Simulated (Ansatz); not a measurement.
# A series in volume scale on Eu

Plane-wave DFT, scalar-relativistic PAW made under PBE with cores redone for the functional, no dispersion; the given relaxed cell is scaled uniformly, energy at zero smearing counts from the unscaled cell, pressure at the given Fermi-Dirac smearing is positive in compression. The results are calculated, by Ansatz 0.2.0.

The cell before it is scaled or strained (space group Im-3m, No. 229):
```
Eu
1.0
     -2.2275     2.2275     2.2275
      2.2275    -2.2275     2.2275
      2.2275     2.2275    -2.2275
Eu
1
Direct
  0.00000 0.00000 0.00000
```

Settings of every row: spin polarised yes; functional r2SCAN; wave cutoff 500 eV; smearing width 0.05 eV; k mesh 13x13x13.

Atom:
| element | starting moment (Bohr magneton) |
| --- | --- |
| Eu | 7.31 |

Limits: open f shell: the state may not be the lowest; with one magnetic atom in the cell only parallel moments are possible.

| row | volume scale | V (Å³/atom) | pressure (GPa) | energy change per atom (meV) | largest site moment (Bohr magneton) |
| --- | --- | --- | --- | --- | --- |
| 1 | 0.88 | 38.904 | 2.13 | 30.6 | 7.28 |
| 2 | 0.92 | 40.673 | ? | ? | ? |
| 3 | 0.96 | 42.441 | 0.54 | 2.14 | 7.3 |
| 4 | 1.04 | 45.978 | -0.59 | 4.03 | 7.32 |
| 5 | 1.08 | 47.746 | -1.02 | 13.13 | 7.33 |
| 6 | 1.12 | 49.514 | -1.38 | 26.46 | 7.34 |

Question: what pressure and energy change per atom should row 2 give?

Worked fit of pressure. Take u = (V_r/V)^(2/3) − 1 with V_r = 45.978 Å³ an atom, which is twice the finite (Eulerian) strain; such expansions in the strain, on which the Birch-Murnaghan equation of state is built, carry the rest volume and the bulk modulus. The shown rows have u = 0.11782, 0.05482, 0, -0.02484, -0.04819. Least squares give pressure = −0.588 + 18.366 × u + 39.97 × u² GPa; a straight line predicts inner rows, each left out in turn, worse (root mean square 0.13 against 0.0025 GPa). All shown rows lie on it to the printed digit. The withheld row has u = 0.08517, so the fit gives −0.588 + 18.366 × (0.08517) + 39.97 × (0.08517)² = 1.27 GPa.

The calculation gave 1.28 GPa. The fit lies 0.01 GPa (0.28 % of the column's range) below it, one unit of the last digit.

Worked fit of energy change per atom. Take u = (V_r/V)^(2/3) − 1 with V_r = 45.978 Å³ an atom, which is twice the finite (Eulerian) strain; such expansions in the strain, on which the Birch-Murnaghan equation of state is built, carry the rest volume and the bulk modulus. The shown rows have u = 0.11782, 0.05482, 0, -0.02484, -0.04819. Least squares give energy change per atom = 4.066 − 263.718 × u + 4151.04 × u² meV; a straight line predicts inner rows, each left out in turn, worse (root mean square 14 against 0.095 meV). The rows lie off it by -0.02, 0.06, -0.04, -0.05, 0.05 (root mean square 0.046 meV). The withheld row has u = 0.08517, so the fit gives 4.066 − 263.718 × (0.08517) + 4151.04 × (0.08517)² = 11.72 meV.

The calculation gave 11.88 meV. The fit lies 0.16 meV (1.3 % of the value, 0.56 % of the column's range) below it; its largest miss of a shown row is 0.06 meV.

The other values of row 2: largest site moment 7.29 Bohr magneton.
